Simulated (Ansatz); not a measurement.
The calculation used Ansatz 0.2.0, DFT PBE, scalar-relativistic, plane waves, PAW. Settings: cutoff 420 eV, Γ-centred meshes spaced at most about 0.3 Å⁻¹, and about 0.25 Å⁻¹ or finer for metals (2π included), Gaussian smearing. Collinear spin in cells that started with moments and kept them past the coarse steps, no spin elsewhere.

These are static total energies at zero pressure.

Compare these two cells of Fe₄Si, each relaxed at this level.

A. (site moments Fe 2.4 (×3), 2.7 μB)

Space group P6/mmm (No. 191). a = 4.757 Å, b = 4.757 Å, c = 4.439 Å, α = 90.00°, β = 90.00°, γ = 120.00°
```tsv
atom	site	symmetry	x	y	z
Fe	3g	mmm	0.5000	0.0000	0.5000
Fe	1a	6/mmm	0.0000	0.0000	0.0000
Si	1b	6/mmm	0.0000	0.0000	0.5000
```

B. (site moments Fe -1.8 (×4); Si 0.1 μB)

Space group F-43m (No. 216). a = 6.559 Å, b = 6.559 Å, c = 6.559 Å, α = 90.00°, β = 90.00°, γ = 90.00°
| atom | site | symmetry | x | y | z |
| --- | --- | --- | --- | --- | --- |
| Fe | 16e | .3m | 0.3746 | 0.1254 | 0.6254 |
| Si | 4c | -43m | 0.2500 | 0.2500 | 0.2500 |

Task: Which would you expect to be lower, and how large is the difference?

Result: B is lower, by 283 meV/atom. A has space group P6/mmm (No. 191), 17.4 Å³/atom and no gap on its mesh; B has space group F-43m (No. 216), 14.1 Å³/atom and no gap. Counting Fe atoms around Si (those within 1.25 times the shortest such distance or 1.15 times the sum of covalent radii), A has Si 8 and B has Si 12. Their magnetic states differ too, which can make part of the margin. The denser one is the lower, and pressure would at first widen the difference. Even the lower one lies +0.53 eV/atom against the reference forms of the elements (uncorrected), so neither is stable at this level. In A, around Fe on a site of symmetry mmm lie 4 Fe at 2.38 Å and 2 Si at 2.38 Å; around Fe on a site of symmetry 6/mmm lie 2 Si at 2.22 Å; Si has 2 Fe at 2.22 Å and 6 Fe at 2.38 Å. In B, Fe has 6 Fe at 2.31–2.33 Å and 3 Si at 2.72 Å; around Si lie 12 Fe at 2.72 Å. Both come from invented guesses. A third cell relaxed alike, in P-6m2, lies 0.45 eV/atom below the lower of the two.

Another magnetic order may lie lower. Cells relaxed within their symmetry can be saddle points.

The preference for B probably comes from iron-iron bonding rather than from better Fe-Si contacts. Its silicon sits in a roomy cage of twelve Fe at 2.72 Å, long for an Fe-Si bond, while the iron atoms form a compact network of corner-sharing tetrahedra with contacts shorter than in bcc iron. A has the shorter Fe-Si bonds, but its framework is open and the iron on the 6/mmm site has no close iron neighbour, so much of the metallic d-band cohesion is lost.

The moments fit this picture: strong d-d overlap broadens the bands and lowers the moment in B, whereas the poorly connected iron in A keeps the largest one. Both cells are ferromagnetic within the iron sublattice, the negative sign in B being only a choice of direction.

Iron and silicon are known to combine exothermically, in bcc-derived order on the iron-rich side, so the positive energy of B reflects an unfavourable arrangement, not a lack of Fe-Si affinity. The much lower P-6m2 cell supports this.
